Klein, Luttinger-Ward or more Dyson iterations: cost against accuracy

Conventions and second-order errors

Energies are in hartree (Eh). Tr = TΣ_n exp(iω_n0⁺) tr includes spin, G0⁻¹ = iω + μ − h, and Φ[G] contains the Hartree term, with δΦ = Tr(Σ δG). The functionals are

Ω_K = Φ − Tr(G0⁻¹G − 1) − Tr ln(−G⁻¹),
Ω_LW = Φ − Tr(ΣG) − Tr ln(Σ − G0⁻¹), Σ = Σ[G].

"Error" means the departure from the self-consistent value for the same Φ. Let G solve G⁻¹ = G0⁻¹ − Σ[G] and evaluate at G + δG. Then Φ changes by Tr(ΣδG) + ½Tr(δΣδG), and −Tr ln(−G⁻¹) by Tr(G⁻¹δG) − ½Tr(G⁻¹δG)². In Ω_LW the logarithm changes by −Tr ln(1 − GδΣ) = Tr(GδΣ) + ½Tr(GδΣ)², and −Tr(ΣG) by −Tr(GδΣ + ΣδG + δΣδG). The linear terms cancel:

ΔΩ_K = ½Tr(δΣδG) − ½Tr(G⁻¹δG G⁻¹δG),
ΔΩ_LW = ½Tr(GδΣ GδΣ) − ½Tr(δΣδG).

Subtracting the definitions at any input G gives exactly Ω_LW − Ω_K = −Tr[X + ln(1 − X)], with X = 1 − (G0⁻¹ − Σ[G])G.

One Dyson iteration maps δG to MδG = GδΣG. With ⟨x,y⟩ = −Tr(G⁻¹xG⁻¹y), ⟨x,My⟩ = −Tr(x δΣ[y]) is symmetric because δΣ/δG = δ²Φ/δG². Hence ΔΩ_K = ½⟨δG,(1 − M)δG⟩ and ΔΩ_LW = ½⟨δG,M(1 − M)δG⟩. For an eigenmode MδG = λδG, after k iterations,

ΔΩ_K ∝ λ^(2k), ΔΩ_LW = λ ΔΩ_K ∝ λ^(2k+1).

LW gains one factor λ and loses for |λ| > 1, where plain iteration diverges. The alternative is the Galitskii-Migdal (GM) energy of the Dyson output, for static Σ equal to ½Σ_occ(h_ii + ε_i). It is not stationary, so its error falls as λ^k.

A solvable model of the Be valence shell

Take the Hartree-Fock Φ = ½Tr(ΣG), T → 0, μ in the gap, E = Ω + 2μ. Two electrons outside a frozen 1s² core occupy φ = a cos θ + b sin θ, with a and b orthonormal s functions. Let h_bb = h_aa + d, h_ab = −L, (aa|bb) = J, (ab|ab) = K, (aa|ab) = (ab|bb) = L and (aa|aa) = (bb|bb) = U = J + 2K. Assumed values: h_aa = −0.65, d = 0.76, J = 0.28, K = 0.03, L = 0.04 Eh, so U = 0.34 Eh. They are chosen so that ε_a = h_aa + U = −0.31 Eh, typical of the Be 2s Hartree-Fock level.

An LDA input is non-interacting, G_s⁻¹ = iω + μ − h_s. Then −Tr ln(−G_s⁻¹) = Σ_occ(ε_s − μ) and Tr(G0⁻¹G_s − 1) = Σ_occ(ε_s − h_ii), so the LDA eigenvalues cancel and E_K = 2h_φφ + (φφ|φφ). Here (φφ|φφ) = U + 2L sin 2θ and 2h_φφ = 2h_aa + 2d sin²θ − 2L sin 2θ, so

E_K = E_HF + 2d sin²θ, E_HF = 2h_aa + U = −0.96 Eh.

The minimum θ = 0 is the exact self-consistent solution, and Hartree-Fock input means θ = 0. Contracting the integrals with P = |φ⟩⟨φ| gives the Fock matrix F = h + Σ,

F = (ε_a + w + L sin 2θ)·1 + d|b⟩⟨b| − wP, w = J − 3K = 0.19 Eh,

with gap Δ = d + w = 0.95 Eh at θ = 0. Its level splitting is S = √(Δ² − 4dw sin²θ), its lower level is ε₋ = ε_a + L sin 2θ + (Δ − S)/2, and the output angle obeys tan 2θ′ = w sin 2θ/(d + w cos 2θ), so λ = w/Δ = 0.20. The logarithm in Ω_LW gives 2(ε₋ − μ), and Φ − Tr(ΣG) = −(φφ|φφ). Therefore

E_LW − E_HF = Δ − S,
E_GM − E_HF = d sin²θ′ + L(sin 2θ − sin 2θ′) + (Δ − S)/2.

The general formulas reproduce the leading terms. A rotation θ is δG = GvG with v_ab = −θΔ, so ⟨δG,δG⟩ = −4v_ab²(f_a − f_b)/(ε_a − ε_b) = 4θ²Δ with occupations f_a = 1, f_b = 0; level shifts drop out since TΣ_n(iω_n + μ − ε)⁻² → 0. Thus ΔE_K = 2θ²Δ(1 − λ) and ΔE_LW = λΔE_K, while ΔE_GM = 2Lθ(1 − λ) is linear. The LDA orbital is represented by an assumed θ₀ = 0.05, chosen so that the Klein error is a few mEh, the typical penalty for LDA orbitals in the Hartree-Fock energy of Be. The leading terms are 3800, 760 and 3200 μEh.

The exact difference is E_LW − E_K = 2(ε₋ − F_φφ) ≤ 0, here −3037 μEh. One Fock build and one diagonalisation yield both energies, and to second order their gap is (1 − λ)ΔE_K, an error gauge at no extra cost.

Work and memory

Count multiply-adds to leading order for N real basis functions, without spatial symmetry. The integrals and the LDA run are common to all routes and are left out, and nothing from the LDA run is reused except its orbitals. There are N⁴/8 distinct integrals. In a Fock build each feeds two Coulomb and four exchange elements, so B = 3N⁴/4. The number Φ alone is a quadratic form in P with a symmetric kernel and needs half of the products, B/2. A diagonalisation costs D = 5N³ (assumed prefactor). Evaluating after k iterations costs

C_K = k(B + D) + B/2, C_LW = C_GM = (k + 1)(B + D).

For an assumed N = 30, B = 6.1×10⁵, D = 1.35×10⁵ and D/B = 20/(3N) = 0.22. All routes store N⁴/8 = 1.0×10⁵ integrals and a few N×N matrices, so memory does not decide among them.

Model errors from the closed forms (θ_k in mrad, C in units of B, errors in μEh):

k   θ_k     C_K    ΔE_K    C_LW=C_GM   ΔE_LW    ΔE_GM
0   50      0.50   3797    1.22        760      3650
1   9.99    1.72   152     2.44        30.4     658
2   2.00    2.94   6.07    3.67        1.21     129
3   0.400   4.17   0.243   4.89        0.0486   25.6

Both variational columns fall by about λ⁻² = 25 per iteration, GM by about 5. Eliminating k, the exponent of λ is 2(C − B/2)/(B + D) for Klein and 2(C − B/2 − D/2)/(B + D) for LW. The two lie on parallel lines offset by only D/2 = 0.11 B, so neither dominates. They form a single ladder, K₀, LW₀, K₁, LW₁, …, on which each rung gains a factor λ. At equal cost GM is worse than LW in every row.

Choices for the model

Cheapest route for a stated accuracy:
5 mEh: K₀, Klein at the LDA input, 0.50 B.
1 kcal/mol = 1594 μEh: LW₀, LW at the LDA input, 1.22 B; GM needs 2.44 B.
100 μEh: LW₁, 2.44 B, since K₁ misses; GM needs 4.89 B.
10 μEh: K₂, 2.94 B; GM needs k = 4 (5.12 μEh) and 6.11 B.
1 μEh: K₃, 4.17 B.

Best route inside a budget:
1 B: K₀, 3797 μEh.
1.5 B: LW₀, 760 μEh.
2 B: K₁, 152 μEh.
3 B: K₂, 6.07 μEh.

A Hartree-Fock input converged to θ < 10⁻⁶ needs k > ln(θ₀/10⁻⁶)/ln(1/λ) = 6.72, so 7 iterations and, with the Klein evaluation, 9.06 B. That pays when the orbital itself is wanted; for the energy to 1 μEh it is twice the needed work. These counts hold for unaccelerated iteration with a single mode. With several modes the largest |λ| sets the late rate, and modes with λ < 0 enter ΔΩ_LW with the opposite sign.

Limits

With a second-order Φ the second-order formulas and the mode law stand, but the ladder changes. Klein at a non-interacting input with O occupied orbitals is a closed sum after an integral transformation of order ON⁴, whereas Σ(τ) of a dressed G on n_τ time points costs of order n_τN⁵ and n_τN² of extra storage, so the first Klein rung is much cheaper than an iteration. The input eigenvalues then enter through the energy denominators, and the Hartree-Fock G is no longer the stationary point; the model does not test that case.

The table also measures distance from the Hartree-Fock energy only. In full CI of the model, h_ab + L = 0 decouples the singly excited singlet, a² mixes with b² through K across 2d, and the correlation energy is d − √(d² + K²) = −0.59 mEh, comparable with ΔE_LW at k = 0. The typical correlation energy of Be, about −90 mEh, is two orders of magnitude larger, because the model lacks the 2p shell and core correlation. Rungs beyond LW₀ therefore sharpen the Hartree-Fock reference and not the total energy.